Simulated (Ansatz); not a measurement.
AgO₂: pressure against volume per atom

Equation of state of a cubic crystal from periodic Kohn-Sham density functional theory without spin; pressure corrected for the finite basis. The results are calculated, by Ansatz 0.2.0 development build.

Cell of the first row (space group Fm-3m, No. 225):
```
CELL_PARAMETERS angstrom
0.00000 2.51020 2.51020
2.51020 0.00000 2.51020
2.51020 2.51020 0.00000
ATOMIC_POSITIONS crystal
Ag 0.00000 0.00000 0.00000
O 0.25000 0.25000 0.25000
O 0.75000 0.75000 0.75000
```

Settings of every row: formula AgO2; structure type fluorite; functional r2SCAN; spin treatment none; k mesh 11x11x11; occupation method fermi-dirac; occupation width 0.1 eV; wave cutoff 700 eV; datasets hard PAW; density cutoff ratio 4; xc grid level 2.

Limits: a cubic model structure, not a phase known at ambient conditions; modest k-mesh, values are not fully converged in k; no spin polarisation, a magnetic state may lie lower; pseudopotentials made with PBE, not this functional; the SCF threshold is loose for a stress in some rows.

```csv
row,volume per atom (Å³),pressure (GPa),energy above lowest point (meV/atom)
1,10.545,9.002,12.32
2,10.889,?,?
3,11.232,-2.547,0.04
4,11.576,-6.855,10.28
5,11.92,-10.395,28.92
```

Question: what pressure should row 2 give?

Worked fit of pressure. Take u = (V_r/V)^(2/3) − 1 with V_r = 11.404 Å³ an atom, which is twice the finite (Eulerian) strain; such expansions in the strain, on which the Birch-Murnaghan equation of state is built, carry the rest volume and the bulk modulus. The shown rows have u = 0.0536, 0.01018, -0.00993, -0.02907. Least squares give pressure = −4.81 + 215.062 × u + 794.78 × u² GPa; a straight line predicts inner rows, each left out in turn, worse (root mean square 0.83 against 0.025 GPa). The rows lie off it by 0.001, -0.009, 0.012, -0.005 (root mean square 0.0079 GPa). The pressure vanishes at u = 0.0208, or V = 11.06 Å³ an atom, and there the bulk modulus at fixed shape and fractions is B = −V dP/dV = (2/3)(1 + u) dP/du = 169 GPa. The withheld row has u = 0.03129, so the fit gives −4.81 + 215.062 × (0.03129) + 794.78 × (0.03129)² = 2.697 GPa.

The calculation gave 2.677 GPa. The fit lies 0.020 GPa (0.1 % of the column's range) above it; its largest miss of a shown row is 0.012 GPa.

The other values of row 2: energy above lowest point 0 meV/atom.
